## 1. Premises

A pore is a row of sites $n$ with spacing $a$, and $n_i\in\{0,1\}$ is the occupation of site $i$.

1. A particle jumps to each empty neighbouring site at rate $h$ per direction. Jumps onto occupied sites are forbidden, so particles never pass.
2. There is no other interaction, and species A and B hop alike.
3. A turns into B irreversibly at rate $k$ on every site, whatever its surroundings.
4. At a pore mouth, site 1 is filled with A at rate $h\theta$ when empty and emptied at rate $h(1-\theta)$ when occupied.

Ignore the labels A and B. The product measure, in which each site is occupied independently with probability $\theta$, obeys detailed balance. A hop keeps the particle number, and at the mouth $(1-\theta)\,h\theta=\theta\,h(1-\theta)$. The unlabelled file is therefore in equilibrium and is time-reversible. With $\delta n_i=n_i-\theta$ and $\chi=\theta(1-\theta)$, $\langle\delta n_i\delta n_j\rangle=\chi\delta_{ij}$. Positions are counted in sites unless a factor $a$ is shown.

## 2. The total density

**Predict.** The mean current from $i$ to $i+1$ contains the product $n_in_{i+1}$. Does blocking slow the spreading of density?

It does not, because the products cancel:
$$h\,n_i(1-n_{i+1})-h\,n_{i+1}(1-n_i)=h\,(n_i-n_{i+1}).$$
Hence, exactly,
$$\frac{d\langle n_i\rangle}{dt}=h\left(\langle n_{i+1}\rangle-2\langle n_i\rangle+\langle n_{i-1}\rangle\right),$$
which on long wavelengths is the diffusion equation with $D=ha^2$ at every $\theta$. At the mouth $h\theta(1-n_1)-h(1-\theta)n_1=h(\theta-n_1)$, so the reservoir acts as a site 0 pinned at $\theta$.

The equation holds for every initial configuration. Multiply it by $\delta n_j(0)$ and average over equilibrium. The correlation $C_{ij}(t)=\langle\delta n_i(t)\delta n_j(0)\rangle$ obeys the same equation with $C_{ij}(0)=\chi\delta_{ij}$. On an infinite line $C_{ij}=\chi\,p_{i-j}(t)$, where $p_m=e^{-2ht}I_m(2ht)$ is the distribution of the displacement $W_t$ of one free walker and $I_m$ is the modified Bessel function.

## 3. Fluctuation of the integrated current

Let $Q_t$ be the net number of particles that have crossed the bond $(0,1)$ of an infinite file to the right, $Q_t=\sum_{i\ge1}[n_i(t)-n_i(0)]$. Its mean is zero. Expand the square and use stationarity:
$$\langle Q_t^2\rangle=2\sum_{i,j\ge1}\left[C_{ij}(0)-C_{ij}(t)\right]=2\chi\sum_{j\ge1}\Big[1-\sum_{i\ge1}p_{i-j}\Big].$$
The bracket is the probability that a walker from $j$ stands at or left of 0, which by symmetry is $P(W_t\ge j)$. The sum of $P(W_t\ge j)$ over $j\ge1$ is $\langle|W_t|\rangle/2$, so $\langle Q_t^2\rangle=\chi\langle|W_t|\rangle$.

**Predict.** From which positions does $|W|$ grow on average?

Only from $W=0$, where either jump raises it by one. Elsewhere the two jumps cancel. So $d\langle|W|\rangle/dt=2hp_0$, and with $\tau=2ht$
$$\langle|W_t|\rangle=\int_0^\tau e^{-s}I_0(s)\,ds=\tau e^{-\tau}\left[I_0(\tau)+I_1(\tau)\right].$$
Differentiating with $I_0'=I_1$ and $I_1'=I_0-I_1/\tau$ confirms the last form. The large-$\tau$ expansions $e^{-\tau}I_0\simeq(1+\frac{1}{8\tau})/\sqrt{2\pi\tau}$ and $e^{-\tau}I_1\simeq(1-\frac{3}{8\tau})/\sqrt{2\pi\tau}$ give
$$\langle Q_t^2\rangle=\chi\sqrt{\frac{4ht}{\pi}}\left[1-\frac{1}{16ht}+\dots\right].$$

## 4. The tagged particle

Tag the first particle at or left of site 0, and call its position $X_t$.

**Predict.** If $X_t>0$, which particles make up $Q_t$?

The particles that started at $i\ge1$ are still to the right of the tag and contribute nothing. The particles on sites $1,\dots,X_t$ are the tag and those that followed it, and all of them started at $i\le0$. Thus $Q_t$ is exactly the number of particles on $1,\dots,X_t$. For $X_t\le0$ it is minus the number on $X_t+1,\dots,0$.

A window of $|X|$ sites holds $\theta|X|$ particles with a spread of order $\sqrt{\chi|X|}$. Therefore $X_t=Q_t/\theta+\varepsilon$, with $\varepsilon$ of order $\sqrt{|X|(1-\theta)/\theta}$ sites. Since $Q\sim t^{1/4}$, $\varepsilon\sim t^{1/8}$, and it drops out asymptotically, as does the starting offset. With $x=aX$, $\chi/\theta^2=(1-\theta)/\theta$ and $a^2\sqrt{h}=a\sqrt D$,
$$\boxed{\langle x^2(t)\rangle\simeq a\,\frac{1-\theta}{\theta}\sqrt{\frac{4Dt}{\pi}}}$$
for an equilibrium initial state. This is the law proved by Arratia (1983). It is often written $\langle x^2\rangle=2F\sqrt t$, with mobility factor $F=a\frac{1-\theta}{\theta}\sqrt{D/\pi}$. The tag can advance only as far as density fluctuations shift the whole file.

## 5. The current at the mouth

Reaction happens near an open end, so the calculation must be repeated there, for a semi-infinite pore $i\ge1$ with $Q_t$ the net inflow.

**Predict.** Is the variance larger or smaller than in the bulk?

Site 0 is pinned, so $C_{0j}=0$, which the image solution $C_{ij}=\chi(p_{i-j}-p_{i+j})$ satisfies. Then $\sum_{i\ge1}(p_{i-j}-p_{i+j})=\sum_{m=1-j}^{j}p_m$, and the bracket of Section 3 becomes $P(W\ge j)+P(W\ge j+1)$. A displacement $m\ge1$ is counted $m+(m-1)$ times in the sum over $j$, and $\sum_{m\ge1}p_m=(1-p_0)/2$, so
$$\langle Q_t^2\rangle_{\rm mouth}=2\chi\Big[\langle|W_t|\rangle-\tfrac12(1-p_0)\Big]\simeq2\chi\sqrt{\frac{4ht}{\pi}}.$$
The variance is twice the bulk value, because the reservoir forgets every fluctuation that reaches it and returns none. Setting $t=1/k$ and dividing by $\theta^2$ defines the length
$$\ell=2\sqrt{\frac{1-\theta}{\theta}}\left(\frac{h}{\pi k}\right)^{1/4}\ \text{sites},$$
which is $\sqrt2$ times the bulk rms displacement at $t=1/k$.

## 6. Mean-field penetration

Let $A_n$ and $E_n$ indicate an A particle and an empty site. The exact balance is
$$\frac{d\langle A_n\rangle}{dt}=-k\langle A_n\rangle+h\sum_{\pm}\left[\langle A_{n\pm1}E_n\rangle-\langle A_nE_{n\pm1}\rangle\right].$$
Nothing cancels here, since $E_n=1-A_n-B_n$ leaves AB pair terms. Mean field factorises, $\langle A_nE_m\rangle\to(1-\theta)\langle A_n\rangle$. The steady state with $\langle A_0\rangle=\theta$ is $\theta e^{-n/\lambda}$, and substitution gives $2h(1-\theta)[\cosh(1/\lambda)-1]=k$. For $\lambda\gg1$,
$$\lambda\simeq\sqrt{h(1-\theta)/k},$$
the Thiele length. Define the penetration depth by the amount of reactant per mouth, $L_p=\theta^{-1}\sum_{n\ge1}\langle A_n\rangle$. Mean field gives $L_p=1/(e^{1/\lambda}-1)\simeq\lambda$. The factorisation treats a labelled particle as a normal walker of diffusivity $ha^2(1-\theta)$, which Section 4 contradicts at long times.

## 7. Penetration in single file

**Predict.** What single property of a particle decides whether it is still A?

*Step 1, age.* By premises 2 and 3 the conversion clock is independent of the motion. A particle that entered a time $T$ ago is A with probability $e^{-kT}=P(S>T)$, where $S$ is an independent exponential time of mean $1/k$.

*Step 2, time reversal.* The unlabelled dynamics is reversible, and reversal turns entry into exit. The age of the $r$-th particle counted from the mouth has the same distribution as its future exit time $T_r$.

*Step 3, ordering.* Particles leave in the reverse order of entry. The $r$-th one leaves when the net outflow $-Q_t$ first reaches $r$. With $M_t=\max_{t'\le t}(-Q_{t'})$, the event $T_r<S$ is the event $M_S\ge r$.

*Step 4, sum over ranks.*
$$\theta L_p=\sum_{r\ge1}P(M_S\ge r)=\langle M_S\rangle .$$
This is exact for the model.

*Step 5, scaling.* $Q_t$ collects contributions from about $\sqrt{ht}$ sites that are independent in equilibrium. We take its long-time limit to be a Gaussian process. This central-limit step is assumed here, not proved. In equilibrium the increments are stationary, so Section 5 gives $\langle(Q_t-Q_{t'})^2\rangle\simeq\theta^2\ell^2\,(k|t-t'|)^{1/2}$. A centred Gaussian process starting at zero is fixed by this function. Write $-Q_t=\theta\ell\,Y(kt)$ with $\langle[Y(s)-Y(s')]^2\rangle=|s-s'|^{1/2}$, a fractional Brownian motion of exponent $1/4$. The process $s_0^{-1/4}Y(s_0s)$ has the same increment variance as $Y(s)$, so the mean maximum over $[0,s_0]$ is $m\,s_0^{1/4}$, where $m$ is the mean maximum over $[0,1]$, a pure number. Averaging over $s_0=kS$ gives $\int_0^\infty e^{-s}s^{1/4}ds=\Gamma(5/4)$, and
$$\boxed{L_p\simeq m\,\Gamma(5/4)\,\ell=2m\,\Gamma(5/4)\sqrt{\frac{1-\theta}{\theta}}\left(\frac{h}{\pi k}\right)^{1/4}}$$
This justifies the shortcut of setting $t=1/k$ in the tracer law. The shortcut gives the exponent and the $\theta$ dependence, but not the prefactor.

*Step 6, a bound on $m$.* On $[0,1]$, $|s-s'|^{1/2}\ge|s-s'|$. The Sudakov–Fernique inequality states that the centred Gaussian process with the larger increment variances has the larger mean maximum. For standard Brownian motion the reflection principle gives $P(\max\ge y)=\operatorname{erfc}(y/\sqrt2)$, whose integral over $y>0$ is $\sqrt{2/\pi}$. Hence $m\ge\sqrt{2/\pi}$ and $L_p\gtrsim0.72\,\ell$. The value of $m$ itself is not derived here.

**Predict.** What apparent activation energy does the pore show at fixed $\theta$?

The rate per mouth is $k\theta L_p\propto k^{3/4}h^{1/4}$. With Arrhenius barriers $E_k$ and $E_h$ the apparent barrier is $(3E_k+E_h)/4$, against $(E_k+E_h)/2$ in mean field.

## 8. Range of validity

**Many particles in the reactive zone.** The Gaussian limit needs $\theta\ell\gg1$, that is $\theta(1-\theta)\sqrt{h/k}\gg1$. The ratio of the two lengths is $\lambda/\ell=\tfrac12\sqrt\theta\,(\pi h/k)^{1/4}$. When $\theta\sqrt{h/k}\lesssim1$ with $\theta$ small, particles react before they meet, and mean field applies.

**Long pore.** Take $L$ sites with a reservoir at each end, and average the integrated current over the $L+1$ bonds to get $\bar Q$. The drifts $h(n_i-n_{i+1})$ telescope to $h(\theta-\theta)=0$. An unbiased jump process gains variance at the jump rate times the squared step. Each bond jumps at mean rate $2h\chi$ and changes $\bar Q$ by $1/(L+1)$, so $\langle\bar Q^2\rangle=2h\chi t/(L+1)$. The current at one bond differs from $\bar Q$ by a bounded change of content. For $ht\gg L^2$ the file thus diffuses normally, with $D_{\rm tr}=ha^2(1-\theta)/[\theta(L+1)]$, and the exponent $1/2$ returns with this smaller coefficient. The quarter-power law needs $L\gg\sqrt{h/k}$, a much stronger demand than $L\gg\ell$.

**Rare passing.** Let adjacent particles swap at rate $\nu\ll h$. A neighbouring site is occupied with probability $\theta$, so the rank of the tag gains variance $2\nu\theta t$ to first order in $\nu$. One rank is $1/\theta$ sites, which adds $2\nu t/\theta$ to $\langle X^2\rangle$. At $t=1/k$ this equals $\ell^2$ when
$$\nu^*=2(1-\theta)\sqrt{hk/\pi},$$
and the law needs $\nu\ll\nu^*$.

**Model limits.** Attractions between molecules, unequal mobilities of A and B, a barrier at the mouth, product in the reservoir, sparse active sites and flights over several sites all lie outside the premises.

## 9. Illustration: ethane in an AlPO4-5 channel

The channels are about 7.3 Å wide, with an axial repeat of about 8.4 Å. We place two sites per repeat, so $a=4.2$ Å. Approximate kinetic diameters are 3.8 Å for methane and 4.4 Å for ethane.

**Predict.** Which molecule is the safer single-file candidate?

Two methanes need 7.6 Å, barely more than the channel offers, and soft molecules can pass with so small an overlap. Two ethanes nominally need 8.8 Å. We take ethane, although two molecules aligned with the axis present a narrower section, so passing is not excluded.

The remaining inputs are assumed: $T=300$ K ($k_BT=0.0259$ eV), $\theta=0.5$, a hop prefactor $10^{12}$ s$^{-1}$ with $E_h=0.060$ eV, and a channel $5.0\times10^4$ nm long, or $L=1.2\times10^5$ sites. Then $h=9.8\times10^{10}$ s$^{-1}$, rounded to $1.0\times10^{11}$ s$^{-1}$, and $D=1.8\times10^{10}$ nm$^2$ s$^{-1}$. We set $k=10^3$ s$^{-1}$. This is a free parameter for a hypothetical conversion to a product of equal size. The neutral aluminophosphate framework does not convert ethane at 300 K.

| Quantity | sites | nm |
|---|---|---|
| density diffusion length $\sqrt{h/k}$ | $1.0\times10^4$ | $4.2\times10^3$ |
| mean-field $\lambda$ | $7.1\times10^3$ | $3.0\times10^3$ |
| bulk rms displacement at $t=1/k$ | $1.1\times10^2$ | 45 |
| mouth length $\ell$ | $1.5\times10^2$ | 63 |
| lower bound on $L_p$ | $1.1\times10^2$ | 46 |

The model's single-file length $\ell$ is 47 times shorter than its Thiele length. The conditions stand as follows. The zone holds $\theta\ell=75$ particles. The counting spread $\varepsilon$ at depth $\ell$ is 12 sites, or 8 % of $\ell$. It blurs the profile and does not enter $L_p$. The pore is 12 times longer than $\sqrt{h/k}$, and for this length the law needs $k\gg h/L^2=7$ s$^{-1}$. Passing must be slower than $\nu^*=5.6\times10^6$ s$^{-1}$, so for equal prefactors its barrier must exceed $E_h$ by more than $k_BT\ln(h/\nu^*)=0.25$ eV.

The model's mobility factor is $F=3.1\times10^4$ nm$^2$ s$^{-1/2}$. Where small molecules in AlPO4-5 are described as single-file, typical values are of order $10^6$ to $10^7$ nm$^2$ s$^{-1/2}$, so the hopping model lies low by 1.5 to 2.5 orders of magnitude. Since $\ell^2=4F/\sqrt k$ in units of length squared, its depth would be short by a factor of roughly 6 to 18. This is the direction expected if molecules glide over many sites in the smooth channel. Faster transport would also lengthen $\sqrt{D/k}$ and push a channel of this length towards the finite-pore regime. The 63 nm is the model's length, not that of ethane in the real crystal.